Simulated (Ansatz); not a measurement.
# Phonon-limited resistivity of rock-salt LaS and LuAs from 100 to 800 K with PBEsol

In LaS, trivalent lanthanum gives two electrons to sulfur and keeps a third in a conduction band of mainly La 5d character, so the compound is a metal. In LuAs, arsenic takes up all three electrons of lutetium, and conduction rests on an overlap of As 4p and Lu 5d bands: a semimetal. Such compounds are of interest as conducting layers and contacts, where the rise of resistance on heating matters. The question is how their resistivity rises with temperature and where it stops being proportional to it. The calculation covers scattering by phonons alone in a perfect crystal. Proportionality is judged by $\rho/T$ relative to its value at 800 K in the same compound; no measured resistivity is compared here.

## Set-up

Crystals: LaS (rock salt), LuAs (rock salt). Starts: cells from crystal-structure databases (structures alone), relaxed in cell and atoms with the same functional. Program: Ansatz 0.2.0, plane waves, PBEsol, PAW potentials, scalar-relativistic, wave cutoff 420 eV, Methfessel-Paxton smearing of 0.2 eV. No spin polarisation and no spin-orbit coupling. Harmonic phonons and electron-phonon potentials come from linear response on the q mesh and are interpolated to the scattering mesh; the resistivity solves the linearised Boltzmann equation with phonon scattering alone at the static relaxed cell. Meshes (electron / phonon q / scattering): LaS 12x12x12 / 4x4x4 / 16x16x16; LuAs 12x12x12 / 4x4x4 / 16x16x16. Sources of the cells: Crystallography Open Database (LaS); Materials Project (LuAs). Selection: Only runs are listed whose resistivity at 300 K is under 110 microohm cm, moved by 25 per cent or less on halving the scattering mesh, and by 15 per cent or less in one of two tests (that halving, or the last ladder step, which may keep the scattering mesh); this favours well-behaved metals. Rows are a selection of the computed temperatures; those above the melting point or over 120 microohm cm are left out. Runs whose self-consistent cycle did not end as converged, with imaginary phonons on their own or a finer mesh, whose potentials the program flagged as not matching the functional or are known to be faulty, or with settings drawn wide or wrong on purpose are left out.

Notes on method and selection:

- The meshes are coarse; where a remark gives a run's own mesh tests, they are of the resistivity at 300 K, and errors grow at low temperature.
- No impurities, grain boundaries, thermal expansion or anharmonicity are included.
- The Fermi window widens with temperature, so structure in the density of states bends the curve at high temperature.
- Rows above an element's melting point are left out.
- The mesh bars were set with the first tables in view, and magnets and 4f-in-core metals get no measured resistivity.
- Runs in which the search for lower states was switched off are not listed.
- Runs that did not converge, have known faults or may not be shown are not listed, and runs on Ansatz's PAW sets soft_1 and soft_2 are kept to separate tables.

Columns:

- T (K): temperature.
- T / Debye: temperature divided by the Debye temperature from the second moment of the phonon spectrum.
- Ziman value (μΩ cm): lowest-order variational (Ziman) resistivity from the transport Eliashberg function, mean.
- resistivity (μΩ cm): phonon-limited resistivity, mean of the three diagonal elements.
- rho / T (nanoΩ cm/K): resistivity divided by temperature.

Input lines of one member:

```
kpoints:
  mp_grid: { grid: [12, 12, 12] }
hamiltonian:
  xc: pbesol
scf:
  occupations: { method: methfessel_paxton, width: 0.2 }
phonons:
  method: dfpt
  qmesh: [4, 4, 4]
  electrical_resistivity:
    mesh: [16, 16, 16]
    temperatures: [20.0, 50.0, 77.0, 100.0, 150.0, 200.0, 300.0, 400.0, 600.0, 800.0]
  superconductivity: { mesh: [16, 16, 16] }
```

Command (options for logging and memory left out): `ansatz run input.yaml --threads 4 --backend cpu`

## Computed values

| member | metal | T (K) | T / Debye | Ziman value (μΩ cm) | resistivity (μΩ cm) | rho / T (nanoΩ cm/K) | remark |
| --- | --- | --- | --- | --- | --- | --- | --- |
| 100 K | LaS (rock salt) | 100 | 0.28 | 3.589 | 3.399 | 33.99 | halving the scattering mesh moves the resistivity at 300 K by 12 per cent; the eigensolver warned of unconverged states; the last ladder step moved it by 7 per cent |
| 150 K | LaS (rock salt) | 150 | 0.42 | 6.334 | 6.150 | 41.00 | halving the scattering mesh moves the resistivity at 300 K by 12 per cent; the eigensolver warned of unconverged states; the last ladder step moved it by 7 per cent |
| 200 K | LaS (rock salt) | 200 | 0.56 | 9.023 | 8.821 | 44.10 | halving the scattering mesh moves the resistivity at 300 K by 12 per cent; the eigensolver warned of unconverged states; the last ladder step moved it by 7 per cent |
| 300 K | LaS (rock salt) | 300 | 0.83 | 14.220 | 13.950 | 46.50 | halving the scattering mesh moves the resistivity at 300 K by 12 per cent; the eigensolver warned of unconverged states; the last ladder step moved it by 7 per cent |
| 400 K | LaS (rock salt) | 400 | 1.11 | 19.270 | 18.900 | 47.25 | halving the scattering mesh moves the resistivity at 300 K by 12 per cent; the eigensolver warned of unconverged states; the last ladder step moved it by 7 per cent |
| 600 K | LaS (rock salt) | 600 | 1.67 | 29.080 | 28.500 | 47.50 | halving the scattering mesh moves the resistivity at 300 K by 12 per cent; the eigensolver warned of unconverged states; the last ladder step moved it by 7 per cent |
| 800 K | LaS (rock salt) | 800 | 2.22 | 38.660 | 37.840 | 47.30 | halving the scattering mesh moves the resistivity at 300 K by 12 per cent; the eigensolver warned of unconverged states; the last ladder step moved it by 7 per cent |
| 100 K | LuAs (rock salt) | 100 | 0.36 | 4.036 | 3.617 | 36.17 | halving the scattering mesh moves the resistivity at 300 K by 23 per cent; the last ladder step moved it by 2 per cent |
| 150 K | LuAs (rock salt) | 150 | 0.55 | 7.599 | 7.282 | 48.55 | halving the scattering mesh moves the resistivity at 300 K by 23 per cent; the last ladder step moved it by 2 per cent |
| 200 K | LuAs (rock salt) | 200 | 0.73 | 11.030 | 10.770 | 53.85 | halving the scattering mesh moves the resistivity at 300 K by 23 per cent; the last ladder step moved it by 2 per cent |
| 300 K | LuAs (rock salt) | 300 | 1.09 | 17.610 | 17.330 | 57.77 | halving the scattering mesh moves the resistivity at 300 K by 23 per cent; the last ladder step moved it by 2 per cent |
| 400 K | LuAs (rock salt) | 400 | 1.46 | 23.990 | 23.640 | 59.10 | halving the scattering mesh moves the resistivity at 300 K by 23 per cent; the last ladder step moved it by 2 per cent |
| 600 K | LuAs (rock salt) | 600 | 2.19 | 36.480 | 35.920 | 59.87 | halving the scattering mesh moves the resistivity at 300 K by 23 per cent; the last ladder step moved it by 2 per cent |
| 800 K | LuAs (rock salt) | 800 | 2.92 | 48.810 | 47.950 | 59.94 | halving the scattering mesh moves the resistivity at 300 K by 23 per cent; the last ladder step moved it by 2 per cent |

Least-squares fits to the whole series, with x = T (K); R² and errors in the fitted variable (y, or ln y where the fit is in ln y):

| y | metal | members | fit | R² | rms residual | leave-one-out rms | the same for the mean of the others |
| --- | --- | --- | --- | --- | --- | --- | --- |
| resistivity (μΩ cm) | LaS (rock salt) | 7 | y = −1.086 + 0.04908 x | 1.00 | 0.28 | 0.48 | 14 |
| resistivity (μΩ cm) | LuAs (rock salt) | 7 | y = −2.028 + 0.06302 x | 1.00 | 0.40 | 0.66 | 17 |
| rho / T (nanoΩ cm/K) | LaS (rock salt) | 7 | y = 38.87 + 0.01395 x | 0.51 | 3.2 | 5.0 | 5.4 (fit hardly better) |
| rho / T (nanoΩ cm/K) | LuAs (rock salt) | 7 | y = 44.52 + 0.02494 x | 0.54 | 5.5 | 8.5 | 9.4 (fit hardly better) |

## Interpretation

From 100 to 800 K the resistivity rises from 3.399 to 37.840 μΩ cm in LaS and from 3.617 to 47.950 μΩ cm in LuAs. Temperature grows eightfold, the resistivity by factors of 37.840 / 3.399 = 11.1 and 47.950 / 3.617 = 13.3.

The rows from 300 K upward are close to proportional. At 300 K, $\rho/T$ stands at 46.50 / 47.30 = 0.98 of its 800 K value in LaS and at 57.77 / 59.94 = 0.96 in LuAs. At 200 K the ratios are 44.10 / 47.30 = 0.93 and 53.85 / 59.94 = 0.90, and at 100 K only 33.99 / 47.30 = 0.72 and 36.17 / 59.94 = 0.60. With a tolerance of 5 per cent, both compounds have left proportionality in the 200 K row.

The cause is the freezing-out of phonons. A mode of energy $\hbar\omega$ scatters in proportion to $T$ only while $k_BT$ is large enough; in the lowest-order theory its contribution to $\rho/T$ carries the factor $(x/\sinh x)^2$ with $x=\hbar\omega/2k_BT$. As the modes recover on heating, the resistivity catches up, so its local slope is at first steeper than the final one. In LaS the slope is (6.150 − 3.399) / 50 = 0.055 μΩ cm/K between the two lowest rows and (37.840 − 28.500) / 200 = 0.047 between the two highest.

The Debye temperature does not bring the two compounds onto one curve. At nearly equal $T$/Debye, 0.56 for LaS and 0.55 for LuAs, $\rho/T$ has reached 44.10 / 47.30 = 0.93 and 48.55 / 59.94 = 0.81 of its 800 K value. Scattering in LaS may lean more on soft acoustic modes, which stay excited to lower temperature; mesh errors, which grow on cooling, may also contribute.

LuAs has the higher resistivity in every row, yet its computed electron-phonon coupling constant is clearly the smaller. At high temperature

$$\rho \approx \frac{2\pi k_B T}{\hbar\varepsilon_0\omega_p^2}\,\lambda_{tr},$$

where $\lambda_{tr}$ is the coupling weighted for transport and $\omega_p$ the plasma frequency of the carriers. A semimetal has few carriers and hence a small $\omega_p^2$, which can outweigh weak coupling.

## Exceptions

Largest departures from the fit to the whole series:

| member | metal | resistivity (μΩ cm) | fit | computed − fit | in rms residuals |
| --- | --- | --- | --- | --- | --- |
| 100 K | LuAs (rock salt) | 3.617 | 4.274 | −0.657 | 1.6 |
| 100 K | LaS (rock salt) | 3.399 | 3.822 | −0.423 | 1.5 |
| 400 K | LaS (rock salt) | 18.900 | 18.546 | +0.354 | 1.3 |
| 800 K | LaS (rock salt) | 37.840 | 38.178 | −0.338 | 1.2 |

The straight-line fits have R² of 1.00, but their residuals follow a pattern. The 100 K rows lie below the line, by 0.657 μΩ cm in LuAs and 0.423 in LaS, the 400 K row of LaS lies above it, and the 800 K row of LaS again below. This is what a line gives when laid through a curve whose slope decreases on heating. The negative intercepts reflect the suppressed resistivity at the cold end, where $\rho/T$ still rises on heating; they are not residual resistivities.

In relative terms only the low end matters: the miss is 0.657 / 3.617 = 18 per cent for LuAs at 100 K, but 0.338 / 37.840 = 0.9 per cent for LaS at 800 K. Phonon freezing-out explains the sign at 100 K; the exact depth is less certain, because mesh errors grow towards low temperature.

One small feature goes against freezing-out, which can only make $\rho/T$ rise on heating: in LaS it falls from 47.50 to 47.30 nΩ cm/K between 600 and 800 K. The wider Fermi window, which samples a varying density of states, is a possible cause of this 0.4 per cent change.

## Using the table

**Can the 800 K resistivity be scaled from a single lower temperature?**
From 300 K, proportionality gives 13.950 × 800 / 300 = 37.20 μΩ cm for LaS, against 37.84 computed, and 17.330 × 800 / 300 = 46.21 for LuAs, against 47.95. The estimates are low by 1.7 and 3.6 per cent. From 100 K they would be 3.399 × 8 = 27.19 and 3.617 × 8 = 28.94, low by 28 and 40 per cent. The 300 K row serves for this purpose; the 100 K row does not.

**Is the Ziman value sufficient?**
At 300 K it exceeds the full solution by 14.220 − 13.950 = 0.270 μΩ cm in LaS and 17.610 − 17.330 = 0.280 in LuAs, or 0.270 / 13.950 = 1.9 per cent and 0.280 / 17.330 = 1.6 per cent. That is far less than the 12 and 23 per cent by which halving the scattering mesh moves the result. At 100 K the excess grows to (3.589 − 3.399) / 3.399 = 5.6 per cent and (4.036 − 3.617) / 3.617 = 12 per cent, so there the full solution is preferable.

**Is LaS safely the better conductor at 300 K?**
The gap is 17.330 − 13.950 = 3.380 μΩ cm. Halving the scattering mesh moves LuAs by 23 per cent, roughly 4 μΩ cm, which is more than the gap. The last ladder step moves it by only 0.02 × 17.330 = 0.3, and LaS by 0.07 × 13.950 = 1.0. LaS is the likelier choice, but a finer scattering mesh for LuAs should come before a firm ranking.

## Conclusions

Between 300 and 800 K, resistivity proportional to temperature describes the listed rows of both compounds to within 4 per cent; at 200 K and below, phonon freezing-out has to be included. Both compounds passed a selection that favours well-behaved metals, so this range should not be carried over to other rock-salt conductors untested.

Impurities and grain boundaries would add a nearly constant resistivity, most noticeable at 100 K. Thermal expansion usually softens phonons and would then raise the values at high temperature. For LuAs the functional matters as well: semilocal functionals tend to exaggerate the overlap of p and d bands in such semimetals and so give too many carriers, which probably makes the computed resistivity too low. The LaS run also carries a warning of unconverged states in the eigensolver, whose effect on the resistivity is not shown in the table.

[Logs are printed without paths, hosts, clocks, repeated set-up lines and the standing remarks that a program may print on its own settings, such as how far it seeks lower states.]
